Q: All these rows describe the same InSe₂ crystal, relaxed from the same starting cell. Why do they end in such different cells?

InSe2, 6 atoms in the cell, computed with Ansatz 0.2.0 using scalar-relativistic plane-wave PAW DFT, no spin polarisation, Gaussian smearing of 0.1 eV and Gamma-centred k meshes. In each row, cell and atoms are relaxed to zero pressure from a = 3.895 Å, c = 9.626 Å, keeping space group P4/nmm, so b equals a.

| functional | wave cutoff (eV) | k mesh | volume per atom (Å³) | length a (Å) | length c (Å) |
| --- | --- | --- | --- | --- | --- |
| LDA | 420 | 10x10x4 | 22.27 | 3.808 | 9.217 |
| PBE | 420 | 10x10x4 | 24.51 | 3.887 | 9.733 |
| PBE | 420 | 1x1x1 | 33.87 | 4.281 | 11.091 |
| PBE | 420 | 2x2x1 | 23.54 | 4.046 | 8.627 |
| PBE | 420 | 4x4x1 | 24.32 | 3.903 | 9.577 |
| PBE | 420 | 4x4x2 | 24.68 | 3.902 | 9.726 |
| PBE | 420 | 6x6x2 | 24.49 | 3.867 | 9.827 |
| PBE | 420 | 6x6x4 | 24.46 | 3.865 | 9.823 |
| PBEsol | 420 | 10x10x4 | 22.87 | 3.833 | 9.341 |
| r2SCAN | 500 | 10x10x4 | 23.73 | 3.861 | 9.552 |

A: Because two different things are being varied. Four rows share the finest k mesh, the grid of electron wave vectors over which the crystal is averaged, and differ in the functional, the approximate rule for exchange and correlation. The other rows keep PBE and coarsen the mesh. The series meet at PBE with 10x10x4, so I'll measure changes from that row. Look at the two lengths before the volume, and tell me what each series does to them.

Q: With the functional, a and c grow together, from LDA through PBEsol and r2SCAN to PBE. But c changes far more than a. Why the order, and why the unequal amounts?

A: The order is familiar. LDA usually binds atoms too strongly and gives short bonds. PBE adds a dependence on the density gradient that favours uneven densities, which weakens bonds and lengthens them. PBEsol reduces that gradient dependence, and r2SCAN also uses the kinetic-energy density to tell kinds of bonding apart; here both land in between. The table has no measured cell, so it can't say which functional is nearest to the real crystal.

For the unequal amounts, treat a change of functional as a change of pressure. Stronger binding squeezes the crystal from all sides, and the softer direction gives way more. From PBE to LDA, a shrinks by 2.0 % and c by 5.3 %, so c behaves as the soft direction.

Q: What makes c soft?

A: Probably the way the atoms are stacked. The structure contains flat square nets whose atoms are held in place by symmetry, with a spacing of a/√2, about 2.75 Å in PBE. A shorter a must therefore shorten every contact in the net. Along c, the other atoms can shift up or down and share out the strain. This is an argument from the geometry, since no elastic constants were calculated. It also concerns the square structure only: the relaxations kept its symmetry, so they don't tell us whether the net would rather distort.

Q: Can the pressure picture predict a number?

A: Yes. Under pressure, each length shrinks in proportion to its own compressibility. Divide the change of ln c by that of ln a, and the unknown pressure drops out:

change of ln c = r × change of ln a

The ratio r says how much softer c is than a. I take it from LDA and PBE alone, which gives r = 2.65, and test it on PBEsol. There ln(3.833/3.887) = −0.0140, so ln c should change by 2.65 × (−0.0140) = −0.037. Starting from 9.733 Å, that predicts c ≈ 9.38 Å.

The relaxed PBEsol cell has 9.34 Å, so the estimate misses by about a tenth of the change it had to explain. If all lengths shrank by the same percentage, the miss would be about 0.26 Å. r2SCAN, the other test row, falls closer still to the line.

Q: So a functional is just a pressure?

A: Only roughly. Between neighbouring functionals the ratio runs from 2.0 to 3.1, whereas a single pressure acting on constant compressibilities would keep it fixed. A functional can alter bonds in the net and bonds between layers by different amounts. None of the four describes long-range dispersion, an attraction that could matter for c if the contacts between layers are weak. The picture gives the direction and most of the size of the change in c, but it doesn't replace a relaxation.

Q: Then is a coarse mesh another kind of pressure?

A: It is more like a push from one side. This crystal is metallic in every row except 1x1x1, so some bands are only partly filled. A coarse mesh judges that filling from a few wave vectors and puts some electrons into the wrong states. States that bind mainly within the plane pull on a, and those that bind between layers pull on c. The resulting false stress has no reason to be equal in all directions.

A solid pushed in the plane usually bulges out of it, which is the Poisson effect. The metallic rows fit this: each refinement within the plane moves a and c in opposite directions. From 6x6x4 to 10x10x4, for instance, a grows by 0.022 Å while c shrinks by 0.090 Å. A push along c would also move them in opposite directions, so the signs alone don't show where the false stress acts.

Q: And the volume hardly notices?

A: In that step, yes. The volume is proportional to a²c, so if it stayed exactly constant, c would follow 1/a². At 6x6x4, a is 0.57 % too short, and constant volume would make c about 1.1 % too long. The calculation gives 0.92 %. The two errors nearly cancel, and the volume is only 0.2 % off.

Q: Does that work for 2x2x1 as well?

A: The signs are right, but the size is not. There a is 4 % too long and c is 11 % too short. Constant volume accounts for about two thirds of the loss in c, and the volume still ends 4 % too small. A single layer of mesh points along c may add a squeeze of its own. The modest volume error hides a cell that is badly flattened.

Q: Is there a row that shows such a squeeze along c?

A: Compare 4x4x1 with 4x4x2, where only the mesh along c changes. Length c grows by 0.149 Å while a stays put to within 0.001 Å. A squeeze along c alone should also make the crystal bulge in the plane, so the false stress at 4x4x1 probably has a part within the plane that holds a back. At 6x6, going from two layers of points to four moves both lengths by only a few thousandths of an ångström. The sensitivity that remains there is mainly to the mesh within the plane.

Q: Then 4x4x2 looks good to me. Its c is almost the same as at 10x10x4.

A: That agreement is a trap. Going on to 6x6x2 makes c longer by 0.101 Å, and 10x10x4 brings it back down. In a metal, the mesh points fall now on one side and now on the other of the boundary between filled and empty states, so a length can swing about its final value. At 4x4x2, c happens to pass close to its 10x10x4 value, the best we have, while a is still 0.4 % longer than there. With no opposite error in c to offset it, the volume is 0.7 % too large, a poorer result than at 6x6x4.

Q: What went wrong at 1x1x1? There both lengths are far too long.

A: That row is in a different electronic state. Its single wave vector stands in for all the others. There each band comes out either full or empty, so the calculation reports an insulator with a gap of 0.78 eV. The cell swells by 38 % in volume, and its energy lies about 3.1 eV a cell above the 10x10x4 result. The gap, the swelling and the higher energy all come from the sampling. So the 3.1 eV isn't the energy of a real excitation, and this row doesn't belong on the trend of the metallic ones. To learn why the false state swells instead of shrinking, we would have to look at the individual bands.

Q: Wouldn't the relaxation warn me? It is supposed to stop only when the stress has gone.

A: It removes the stress that it can see. In the shared starting cell, the 1x1x1 mesh reports a pressure of about 16 GPa, while 6x6x4 reports only about −0.2 GPa. Yet each run ends close to zero pressure on its own mesh, the swollen cell included. A false stress from poor sampling is balanced by deforming the crystal, and afterwards the run looks perfectly relaxed. Comparing with a finer mesh reveals the error.

Q: How much does that matter when I compare functionals?

A: It depends on which length you need. Going from r2SCAN to PBE lengthens a by 0.026 Å, hardly more than the 0.022 Å between the two finest PBE meshes. Compare PBE on 6x6x4 with r2SCAN on 10x10x4, and a differs by only 0.004 Å: the mesh error hides most of the effect of the functional. For c, the change of functional is about twice that of the mesh. On a common mesh much of the error should cancel, because the bands are similar. The r2SCAN row also has a higher wave cutoff, and no test shows how much that shifts its lengths. The output below sets each row against the simple rules we have used.

Q: So what should I do with a similar layered metal?

A: Converge a and c separately, and don't accept a mesh because the volume has settled. Refine it within the plane and along c in separate steps, since the two can change the shape of the cell in different ways. Opposite moves of a and c went with the mesh within the plane here, but don't use that as a general test: poor sampling can also shift one length alone, as between 4x4x1 and 4x4x2, or both together, as at 1x1x1. Here the next run should be PBE on a mesh denser than 10x10x4 within the plane, because the last refinement still moved c by almost 1 %.

The analysis program printed:

```
Cell against PBE 10x10x4 and misses of c (predicted less computed, Å):
     row    c/a  a change %  c change %  volume change %  miss constant volume  miss unchanged c  miss LDA-PBE line  miss equal percentages
     LDA   2.42      -2.032      -5.302           -9.139                 0.924             0.516                  0                  0.3182
     PBE  2.504           0           0                0                     0                 0                  0                       0
     PBE  2.591       10.14       13.95            38.19                -3.067            -1.358              1.483                 -0.3714
     PBE  2.132       4.091      -11.36           -3.958                0.3561             1.106              2.198                   1.504
     PBE  2.454      0.4116      -1.603          -0.7752               0.07636             0.156             0.2626                  0.1961
     PBE  2.493      0.3859    -0.07192           0.6936              -0.06769             0.007              0.107                 0.04456
     PBE  2.541     -0.5145      0.9658          -0.0816              0.006938            -0.094            -0.2263                 -0.1441
     PBE  2.542      -0.566      0.9247           -0.204               0.02112             -0.09            -0.2355                 -0.1451
  PBEsol  2.437      -1.389      -4.028           -6.691                0.6682             0.392             0.0374                  0.2568
  r2SCAN  2.474     -0.6689       -1.86           -3.182                0.3125             0.181           0.009242                  0.1159
Ratio of ln c change to ln a change, LDA to PBE: 2.653
Same ratio, LDA to PBEsol: 2.042
Same ratio, PBEsol to r2SCAN: 3.069
Same ratio, r2SCAN to PBE: 2.797
Change of a, r2SCAN to PBE (Å): 0.026
Change of c, r2SCAN to PBE (Å): 0.181
Change of a, mesh 2x2x1 to 4x4x1 (Å): -0.143
Change of c, mesh 2x2x1 to 4x4x1 (Å): 0.95
Change of a, mesh 4x4x1 to 4x4x2 (Å): -0.001
Change of c, mesh 4x4x1 to 4x4x2 (Å): 0.149
Change of a, mesh 4x4x2 to 6x6x2 (Å): -0.035
Change of c, mesh 4x4x2 to 6x6x2 (Å): 0.101
Change of a, mesh 6x6x2 to 6x6x4 (Å): -0.002
Change of c, mesh 6x6x2 to 6x6x4 (Å): -0.004
Change of a, mesh 6x6x4 to 10x10x4 (Å): 0.022
Change of c, mesh 6x6x4 to 10x10x4 (Å): -0.09
Spacing in the square net, PBE 10x10x4 (Å): 2.749
Energy of mesh 1x1x1 above 10x10x4 (eV a cell): 3.125
```
